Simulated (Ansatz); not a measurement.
## Electrons against holes in SnF$_{4}$ (computed with Ansatz 0.2.0)

Space group I4/mmm (No. 139), 5 atoms in the cell of the first input below: a = 4.862 Å, b = 4.862 Å, c = 4.862 Å, α = 130.45°, β = 130.45°, γ = 72.68°.

The volume is a measured one, the structure type a prototype's, with its volume kept and shape and atoms relaxed (pressure 0.2 GPa with this functional, without spin–orbit coupling). Functional: r2SCAN.

Spin–orbit coupling is left out. Kohn–Sham gap between the band edges found on a fine mesh: 4.21 eV.

Levels at points 0.012 Å⁻¹ about the band edges give the masses:

```yaml
crystal:
  lattice:
    - [-2.037443642, 2.037443642, 3.9167208692]
    - [2.037443642, -2.037443642, 3.9167208692]
    - [2.037443642, 2.037443642, -3.9167208692]
  atoms:
    - { symbol: Sn, position: [0.0, 0.0, 0.0] }
    - { symbol: F, position: [0.5, 0.0, 0.5] }
    - { symbol: F, position: [0.0, 0.5, 0.5] }
    - { symbol: F, position: [0.2409079447, 0.2409079447, 0.0] }
    - { symbol: F, position: [0.7590920553, 0.7590920553, 0.0] }
basis:
  ecutwfc: 500
  ecutrho_ratio: 4
kpoints:
  mp_grid: { grid: [10, 10, 10] }
hamiltonian:
  xc: r2scan
scf:
  occupations: { method: gaussian, width: 0.05 }
output:
  forces: true
  stress: true
  eigenvalues: true
  eigenstates:
    kpoints:
      - [0.0, 0.0, -0.5]
      - [-0.003891231, 0.003891231, -0.496108769]
      - [0.003891231, -0.003891231, -0.503891231]
      - [0.003891231, -0.003891231, -0.496108769]
      - [-0.003891231, 0.003891231, -0.503891231]
      - [0.007480386, 0.007480386, -0.507480386]
      - [-0.007480386, -0.007480386, -0.492519614]
      - [0.0, 0.0, -0.494496969]
      - [0.0, 0.0, -0.505503031]
      - [0.002537916, 0.008040947, -0.502537916]
      - [-0.002537916, -0.008040947, -0.497462084]
      - [0.008040947, 0.002537916, -0.502537916]
      - [-0.008040947, -0.002537916, -0.497462084]
      - [0.004318803, 0.004318803, -0.499825597]
      - [-0.004318803, -0.004318803, -0.500174403]
      - [0.0, 0.0, 0.0]
      - [-0.003891231, 0.003891231, 0.003891231]
      - [0.003891231, -0.003891231, -0.003891231]
      - [0.003891231, -0.003891231, 0.003891231]
      - [-0.003891231, 0.003891231, -0.003891231]
      - [0.007480386, 0.007480386, -0.007480386]
      - [-0.007480386, -0.007480386, 0.007480386]
      - [0.0, 0.0, 0.005503031]
      - [0.0, 0.0, -0.005503031]
      - [0.002537916, 0.008040947, -0.002537916]
      - [-0.002537916, -0.008040947, 0.002537916]
      - [0.008040947, 0.002537916, -0.002537916]
      - [-0.008040947, -0.002537916, 0.002537916]
      - [0.004318803, 0.004318803, 0.000174403]
      - [-0.004318803, -0.004318803, -0.000174403]
    de_dk: true
    e_range: [-2.702974681187, 2.702562753219]
```

```bash
ansatz run input.yaml --threads 8 --pin off --max-ram 15360MiB --backend cpu --events-out ev --progress --plain --runs-dir out
```

Time: 5.6 s on 8 threads of Arm Neoverse V2, on a shared host, peak memory 0.71 GiB.

Edges at k = (0.000, 0.000, -0.500) and (0.000, 0.000, 0.000); masses in electron masses along fixed Cartesian directions (which need not be the axes of a valley), negative for hole-like bands, for at most the three nearest levels of the same spin at these k-points, within 0.3 eV:

| edge | band | from the edge (meV) | degeneracy | x | y | z | 111 |
| --- | --- | --- | --- | --- | --- | --- | --- |
| conduction | 1 | 0 | 1 | 0.540 | 0.540 | 0.666 | 0.577 |

These curvatures agree with the slopes at the same points. They hold at the edge alone, and further out the bands need not be parabolic.

Masses are left out for the valence bands: curvatures from levels and from slopes, or those of degenerate partners, don't bear each other out; a band curves the other way along some direction. Levels left out at the same k lie 254 meV under the valence edge.

The states of the whole zone with their velocity products:

```yaml
crystal:
  lattice:
    - [-2.037443642, 2.037443642, 3.9167208692]
    - [2.037443642, -2.037443642, 3.9167208692]
    - [2.037443642, 2.037443642, -3.9167208692]
  atoms:
    - { symbol: Sn, position: [0.0, 0.0, 0.0] }
    - { symbol: F, position: [0.5, 0.0, 0.5] }
    - { symbol: F, position: [0.0, 0.5, 0.5] }
    - { symbol: F, position: [0.2409079447, 0.2409079447, 0.0] }
    - { symbol: F, position: [0.7590920553, 0.7590920553, 0.0] }
basis:
  ecutwfc: 500
  ecutrho_ratio: 4
kpoints:
  mp_grid: { grid: [10, 10, 10] }
hamiltonian:
  xc: r2scan
scf:
  occupations: { method: gaussian, width: 0.05 }
output:
  forces: true
  stress: true
  eigenvalues: true
  states_by_energy: { minimum_broadening: 0.05 }
```

```bash
ansatz run input.yaml --threads 8 --pin off --max-ram 15360MiB --backend cpu --events-out ev --progress --plain --runs-dir out
```

Time: 27 min on 8 threads of Arm Neoverse V2 (shared host), peak memory 3.5 GiB.

From that table, at a constant relaxation time τ with Fermi–Dirac weights and rigid bands:

```
T (K)  doping (cm⁻³)  μ − E_F (eV)  σ_xx/τ (10²⁰/Ω m s)  S_xx (μV/K)  Lorenz (10⁻⁸ V²/K²)  ħω_p,xx (eV)
  600         n 1e19         2.047              0.00503         -320                 1.89         0.157
  600         p 1e19        -1.824             0.000751          678                 1.67         0.061
  600         n 1e20         2.213               0.0496         -141                 2.06         0.493
  600         p 1e20        -1.944              0.00749          480                 1.67         0.191
  600         n 1e21         2.659                0.452          -40                 2.39         1.487
  600         p 1e21        -2.069               0.0729          287                 1.69         0.597
  900         n 1e19         1.967              0.00495         -373                 1.89         0.156
  900         p 1e19        -1.629             0.000646          726                 1.29         0.056
  900         n 1e20         2.183               0.0489         -187                 1.99         0.489
  900         p 1e20        -1.808              0.00645          528                 1.29         0.178
  900         n 1e21         2.651                 0.45          -60                 2.33         1.484
  900         p 1e21        -1.991               0.0635          332                 1.29         0.557
```

Which of the dopings listed at 600 K has the largest power factor S²σ/τ along x?

n 1e19: 0.52, p 1e19: 0.35, n 1e20: 0.99, p 1e20: 1.7, n 1e21: 0.73, p 1e21: 6 (10¹¹ W/m K² s), so p 1e21 cm⁻³, if τ is the same for all. Along z the largest is 1.8, for p 1e21 cm⁻³, as the crystal conducts unlike along its axes.

What conductivity mass along x follows from the plasma energy at 1e19 electrons per cm³ and 600 K, and how does it compare with the band-edge mass?

(ħω_p)² = ħ² n e²/(ε0 m) gives m = 0.560, against 0.540 at the edge: the two agree within a tenth.

Caveats: crystals with gaps this wide can seldom be doped to such densities with both signs of carrier, so the rows show what the bands would give; melting, decomposition and changes of phase at these temperatures weren't checked; no scattering is computed, and the gap isn't corrected; no spin-orbit coupling, which matters for these elements.

At every listed density and temperature, holes conduct less per unit relaxation time than electrons but have the larger thermopower. This fits the usual orbital picture of a fluoride: the conduction edge is probably Sn 5s mixed with F 2p, whose spherical s part gives a light, nearly isotropic mass, while the valence states are largely F 2p lone pairs with little dispersion. The hole Lorenz numbers lie below the non-degenerate parabolic limit and fall on heating, as expected when the thermal window reaches beyond the dispersive part of a narrow band.

Holes do not have the better power factor throughout: at 600 K and 1e19 cm⁻³ electrons lead, and holes overtake them only at the higher densities, where their thermopower stays large. The weaker hole response along z suits layers of corner-sharing octahedra that meet only through terminal fluorines. Holes in fluorides often self-trap on fluorine pairs, so the p-type advantage, which presumes band transport, may not survive lattice relaxation.
